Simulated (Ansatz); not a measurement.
ScHg: the change of pressure and energy less free atoms with volume per atom

Results calculated with Ansatz 0.2.0, not measured. Periodic Kohn-Sham DFT of a crystal at fixed atoms; pressure and stress are positive in compression; the energy is the free energy less that of spherical unpolarised free atoms; site moments are those in the method's own spheres, positive along +z.

Cell of the first row (space group Pm-3m, No. 221):
```
CELL_PARAMETERS angstrom
3.40900 0.00000 0.00000
0.00000 3.40900 0.00000
0.00000 0.00000 3.40900
ATOMIC_POSITIONS crystal
Sc 0.50000 0.50000 0.50000
Hg 0.00000 0.00000 0.00000
```

Settings of every row: method all-electron LAPW; functional PBEsol; relativity scalar; k mesh 12x12x12; filling fermi-dirac; smearing width 0.08 eV; basis error target 0.5 meV/atom; nucleus gaussian.

Atom start moment: 0 on all atoms.

Limits: no spin-orbit coupling on heavy atoms.

| row | volume per atom (Å³) | pressure (GPa) | energy less free atoms (eV/atom) |
| --- | --- | --- | --- |
| 1 | 19.808 | 5.018 | -3.2833 |
| 2 | 20.229 | 2.807 | -3.2935 |
| 3 | 20.651 | 0.834 | -3.2983 |
| 4 | 20.861 | -0.07 | -3.2988 |
| 5 | 21.072 | -0.925 | -3.2981 |
| 6 | 21.283 | ? | ? |
| 7 | 21.494 | -2.495 | -3.2936 |
| 8 | 21.915 | -3.894 | -3.2851 |
| 9 | 22.336 | -5.14 | -3.2732 |

Question: what pressure and energy less free atoms should row 6 give?

Worked fit of pressure. Take u = (V_r/V)^(2/3) − 1 with V_r = 20.966 Å³ an atom, which is twice the finite (Eulerian) strain; such expansions in the strain, on which the Birch-Murnaghan equation of state is built, carry the rest volume and the bulk modulus. The shown rows have u = 0.0386, 0.02414, 0.01014, 0.00335, -0.00336, -0.01644, -0.02908, -0.04132. Least squares give pressure = −0.5008 + 127.551 × u + 384.99 × u² + 373 × u³ GPa; a parabola predicts inner rows, each left out in turn, worse (root mean square 0.0059 against 0.0013 GPa). The rows lie off it by 0.000, -0.001, 0.001, -0.001, 0.000, 0.000, 0.000, 0.000. The pressure vanishes at u = 0.0039, or V = 20.84 Å³ an atom, and there the bulk modulus at fixed shape and fractions is B = −V dP/dV = (2/3)(1 + u) dP/du = 87.4 GPa. The withheld row has u = -0.00995, so the fit gives −0.5008 + 127.551 × (-0.00995) + 384.99 × (-0.00995)² + 373 × (-0.00995)³ = -1.732 GPa.

The calculation gave -1.732 GPa. The fit meets it to the printed digit.

Worked fit of energy less free atoms. Take u = (V_r/V)^(2/3) − 1 with V_r = 20.966 Å³ an atom, which is twice the finite (Eulerian) strain; such expansions in the strain, on which the Birch-Murnaghan equation of state is built, carry the rest volume and the bulk modulus. The shown rows have u = 0.0386, 0.02414, 0.01014, 0.00335, -0.00336, -0.01644, -0.02908, -0.04132. Least squares give energy less free atoms = −3.2986 − 0.098 × u + 12.665 × u² + 3.8 × u³ eV/atom; a parabola predicts inner rows, each left out in turn, worse (root mean square 6.7e-05 against 3.8e-05 eV/atom). All shown rows lie on it to the printed digit. Its lowest point lies at u = 0.0039, or V = 20.85 Å³ an atom, and the curvature there gives the bulk modulus at fixed shape and fractions, B = (4/9)(1 + u)² E″(u)/V = 87.5 GPa. The withheld row has u = -0.00995, so the fit gives −3.2986 − 0.098 × (-0.00995) + 12.665 × (-0.00995)² + 3.8 × (-0.00995)³ = -3.2964 eV/atom.

The calculation gave -3.2964 eV/atom. The fit meets it to the printed digit.
